Q: I have an HSE06 band structure of layered WSe₂ and want levels that I can compare with photoemission for the filled states and inverse photoemission for the empty ones. Can I skip the G0W0 run and simply push all the empty levels up by one number?

A: That recipe is called a scissors shift, and it treats all empty states alike. The table lets us test it state by state. In its labels v1 is the highest filled band and v2 the next one down, while c1 and c2 are the two lowest empty bands. The fraction b is a position within the layer plane of reciprocal space, and the fraction c is one along the stacking direction. The Kohn–Sham level is the HSE06 starting point, the quasiparticle level is the G0W0 result, and I call their difference the correction.

WSe2 (P-6m2, a = 3.297, c = 7.184 Å, relaxed with r2SCAN+rVV10) in one-shot G0W0 from HSE06, run with Ansatz 0.2.0: plane-wave PAW, no spin polarisation, cutoff 420 eV, screening cutoff 140 eV, 254 empty bands, 6×6×2 k mesh. Kohn–Sham and quasiparticle levels are each counted from their own valence top; the first k-point coordinate is 0 in every row.

| band | b (fraction of the reciprocal vector) | c (fraction of the reciprocal vector) | kohn sham level (eV) | quasiparticle level (eV) | exchange less vxc (eV) | correlation (eV) |
| --- | --- | --- | --- | --- | --- | --- |
| v2 | 0 | 0 | ? | ? | ? | ? |
| v1 | 0 | 0 | -0.800 | -0.830 | -0.941 | 0.832 |
| c1 | 0 | 0 | ? | ? | ? | ? |
| c2 | 0 | 0 | 3.614 | 3.717 | 4.105 | -4.082 |
| v2 | 0 | -0.5 | -1.482 | -1.469 | -1.206 | 1.140 |
| v1 | 0 | -0.5 | 0.000 | 0.000 | -0.610 | 0.531 |
| c1 | 0 | -0.5 | 3.552 | 3.653 | 4.102 | -4.080 |
| c2 | 0 | -0.5 | 3.552 | 3.653 | 4.102 | -4.080 |
| v2 | 0.1667 | 0 | -1.224 | -1.327 | -1.809 | 1.626 |
| v1 | 0.1667 | 0 | -0.910 | -0.890 | -0.966 | 0.907 |
| c1 | 0.1667 | 0 | 2.417 | 2.444 | 3.755 | -3.808 |
| c2 | 0.1667 | 0 | ? | ? | ? | ? |
| v2 | 0.1667 | -0.5 | -1.900 | -1.989 | -1.839 | 1.671 |
| v1 | 0.1667 | -0.5 | -0.470 | -0.438 | -0.787 | 0.739 |
| c1 | 0.1667 | -0.5 | 3.031 | 3.135 | 4.148 | -4.124 |
| c2 | 0.1667 | -0.5 | 3.068 | 3.125 | 4.013 | -4.035 |
| v2 | 0.3333 | 0 | -1.566 | -1.581 | -1.624 | 1.530 |
| v1 | 0.3333 | 0 | -1.565 | -1.499 | -1.171 | 1.157 |
| c1 | 0.3333 | 0 | 2.413 | 2.449 | 3.924 | -3.966 |
| c2 | 0.3333 | 0 | 2.825 | 2.923 | 4.191 | -4.172 |
| v2 | 0.3333 | -0.5 | -1.527 | -1.539 | -1.609 | 1.518 |
| v1 | 0.3333 | -0.5 | -1.377 | -1.314 | -1.125 | 1.108 |
| c1 | 0.3333 | -0.5 | 2.877 | 2.975 | 4.199 | -4.181 |
| c2 | 0.3333 | -0.5 | 3.048 | 3.117 | 4.232 | -4.242 |

Q: The exchange and correlation columns run to 4 eV, yet the levels hardly move. Why?

A: G0W0 takes out the exchange–correlation potential of the starting functional and puts in full exchange, which pushes filled states down and empty ones up. It then adds correlation, the response of the other electrons, which screens the charge and undoes most of that push. For c2 at b = 0, c = 0 the two terms leave 4.105 − 4.082 = 0.02 eV. The same sum at the valence top is −0.08 eV, and since levels are counted from there, the correction is 0.10 eV.

HSE06 already contains a portion of screened exchange, so little is left to correct. From a semilocal starting functional the corrections would be much larger, and a rigid opening of the gap would usually make up most of them.

Q: So is one number good enough?

A: On the known rows it works only roughly. I fitted one constant for the filled and one for the empty states. The filled ones stay put on average and the empty ones rise by 0.08 eV, with a typical misfit of 0.04 eV. A rigid shift also misses changes within one side of the gap. At b = 0.3333, c = 0, for instance, v1 and v2 start 0.001 eV apart and end 0.082 eV apart.

Q: What could tell the states apart?

A: My idea was to use their response to the neighbouring layers. Selenium p lobes that point into the gap between layers meet in phase or out of phase, depending on c, and this moves the level. Lobes lying in the plane barely notice. The valence top shows how strong the effect can be: at b = 0, v1 lies 0.80 eV higher at c = −0.5 than at c = 0. The lobes are my reading, since the table has no orbital weights. The cell also stacks identical layers straight above one another, so the usual two-layer crystal will have other values.

Among the empty states I saw two families. One seemed to stay nearly flat along c, and its known members are corrected by about 0.10 eV. The other is sensitive to the layers and gains at most 0.07 eV. Among the filled states, v2 at b = 0.1667 looked like a third family, pushed down by about 0.10 eV. I gave each family its own constant and fitted them to the same known rows, which halved the typical misfit to 0.02 eV.

Q: You sorted the states after seeing their corrections. Isn't that circular?

A: It is, and so only the three states marked with question marks can test the sorting. For these I have to forecast the starting level as well as the correction.

Take c2 at b = 0.1667, c = 0, which was not part of the fit. I assumed that it belongs to the flat family and continues c1 at c = −0.5, which lies at 3.031 eV. Between c = −0.5 and c = 0 the flat states move by +0.062 eV at b = 0 and by −0.052 eV at b = 0.3333. The average is +0.005 eV, which puts the starting level at 3.036 eV. The family correction of 0.101 eV then gives 3.137 eV.

Q: And the other two?

A: At b = 0, c = 0 I expected c1 to be the twin of c2. The first in-plane coordinate is 0 in every row. Both points with b = 0 therefore lie on the threefold axis, where symmetry allows such pairs, and c1 and c2 are already equal at c = −0.5. The danger was a single layer-sensitive state below the pair, hence the long lower range.

For v2 at the same point I expected the third family to continue, raised by out-of-phase contact between the layers. I placed it midway between v1 there and v2 at c = −0.5. These are the forecasts in eV, with ranges in brackets:

| state | starting level | correction | quasiparticle level |
|---|---|---|---|
| v2 at b = 0, c = 0 | −1.14 (−1.48 to −0.80) | −0.10 (−0.17 to +0.02) | −1.24 (−1.6 to −0.8) |
| c1 at b = 0, c = 0 | 3.61 (2.90 to 3.61) | +0.10 (+0.02 to +0.12) | about 3.7 (2.9 to 3.73) |
| c2 at b = 0.1667, c = 0 | 3.04 ± 0.10 | +0.10 ± 0.03 | 3.14 ± 0.11 |

Q: Then let us see what the calculation gave.

The withheld rows as computed:

| band | b (fraction of the reciprocal vector) | c (fraction of the reciprocal vector) | kohn sham level (eV) | quasiparticle level (eV) | exchange less vxc (eV) | correlation (eV) |
| --- | --- | --- | --- | --- | --- | --- |
| v2 | 0 | 0 | -1.466 | -1.451 | -1.199 | 1.135 |
| c1 | 0 | 0 | 3.614 | 3.717 | 4.105 | -4.082 |
| c2 | 0.1667 | 0 | 3.232 | 3.298 | 3.970 | -3.983 |

A: There is one clean hit. The state c1 is indeed the twin of c2, with the same starting level and the same correction. Symmetry did the work here: once the two states form a pair, both numbers follow from the known partner. The hit therefore supports the pairing and is no test of the family constants.

Q: What about v2?

A: The computed values fall inside my ranges, but the central forecast was wrong. The starting level came out 0.33 eV lower than I had said. The correction is +0.015 eV, where I had forecast a push down of 0.10 eV. The two errors partly cancel, so the final level misses by only 0.21 eV, and that smaller figure flatters the reasoning.

The table suggests what I got wrong. This state lies within 0.02 eV of v2 at c = −0.5 and has almost the same correction. It looks like the same kind of state, one that barely feels the neighbouring layers. The family that I had seen at b = 0.1667 doesn't supply the second-highest filled level here.

Q: And c2, the one you worked out in full?

A: That is a miss on all three counts. The state starts at 3.232 eV, about 0.2 eV above my forecast, and its correction of 0.066 eV falls just below my range. The final level is 0.16 eV higher than I had said.

The mistake lies in the word flat. At b = 0.1667, c = 0 there is no empty level between c1 at 2.417 eV and this one. At c = −0.5 the two lowest empty levels are at 3.031 and 3.068 eV. Whichever of them connects to the low c1, the other must climb by at least 3.232 − 3.068 = 0.164 eV. So neither is flat at this b, although a flat band seemed to be present at b = 0 and at b = 0.3333. I probably also picked the wrong partner. In its exchange and correlation terms this state is closer to c2 at c = −0.5 than to c1, and that c2 has a similar correction of 0.057 eV. It would take orbital weights to confirm this and to say why the state climbs.

Q: How did the crude single shift do on these three?

A: Better than my families for v2 and c2, and slightly worse for c1. Its corrections miss by 0.02 eV or less, rounded, while the family model is off by 0.11 eV for v2. Three states are a small test, but the lesson is clear enough. The families described the rows from which I had drawn them, and they did worse than the single shift for both states that had no twin among the known rows. The printed output after this exchange gives both fits and each miss.

Q: So what should I do with my HSE06 bands?

A: For this cell, leave the filled levels alone, raise the empty ones by 0.08 eV, and allow about 0.05 eV of scatter for a single level. The worst known state is off by 0.10 eV, and the errors of two levels can add up, so don't trust the order of levels less than about 0.2 eV apart.

Don't read the 0.08 eV as a settled gap opening either. G0W0 at such settings typically falls 6 to 9 % short of the basis-limit gap, which for the gap of this cell is more than the shift itself. Nor does the lowest c1 in the table give the band gap. On the full mesh the lowest empty level lies at a k point outside the table, and from HSE06 to G0W0 the gap grows by only about 0.05 eV, so the single shift is somewhat too large at the conduction edge. Before you compare with photoemission, add spin–orbit coupling. It is missing here. At the zone corner, which the table doesn't cover, it is expected to split the highest filled band by very roughly half an electronvolt, several times any correction listed. If you then want corrections state by state, get the orbital weights first and sort the bands by those, before you look at the corrections.

The analysis program printed:

```
fit of shift on 21 rows: constant -0.005 +/- 0.013, coefficient of empty 0.0844 +/- 0.019; rms 0.0422, worst v2 0.098, leave-one-out rms 0.0466
  rows outside the fit (model, value, miss): v2 -0.005, 0.015, -0.02; c1 0.0794, 0.103, -0.0236; c2 0.0794, 0.066, 0.0134
fit of shift on 21 rows: constant 0.01522 +/- 0.0082, coefficient of empty 0.03203 +/- 0.015, coefficient of flat 0.05358 +/- 0.016, coefficient of deep -0.1112 +/- 0.019; rms 0.0222, worst v1 -0.0508, leave-one-out rms 0.0257
  rows outside the fit (model, value, miss): v2 -0.096, 0.015, -0.111; c1 0.1008, 0.103, -0.00217; c2 0.1008, 0.066, 0.0348
layer-sensitive empty band, rise from c 0 to c -0.5 at b 0.1667 (eV): 0.651
deep filled band, level at c 0 less level at c -0.5, b 0.1667 (eV): 0.676
flat empty pair, level at c 0 less level at c -0.5, b 0 (eV): 0.062
flat empty band, level at c 0 less level at c -0.5, b 0.3333 (eV): -0.052
smallest correction of known flat empty states (eV): 0.098
largest correction of the other known empty states (eV): 0.069
forecast starting level, v2 at b 0 c 0 (eV): -1.141
forecast starting level, c1 at b 0 c 0 (eV): 3.614
lower limit of that c1 level if it is a single layer-sensitive state (eV): 2.901
forecast starting level, c2 at b 0.1667 c 0 (eV): 3.036
forecast quasiparticle level, v2 at b 0 c 0 (eV): -1.237
forecast quasiparticle level, c1 at b 0 c 0 (eV): 3.715
forecast quasiparticle level, c2 at b 0.1667 c 0 (eV): 3.137
starting level, forecast less computed, v2 at b 0 c 0 (eV): 0.325
starting level, forecast less computed, c1 at b 0 c 0 (eV): 0
starting level, forecast less computed, c2 at b 0.1667 c 0 (eV): -0.196
quasiparticle level, forecast less computed, v2 at b 0 c 0 (eV): 0.214
quasiparticle level, forecast less computed, c1 at b 0 c 0 (eV): -0.002167
quasiparticle level, forecast less computed, c2 at b 0.1667 c 0 (eV): -0.1612
```
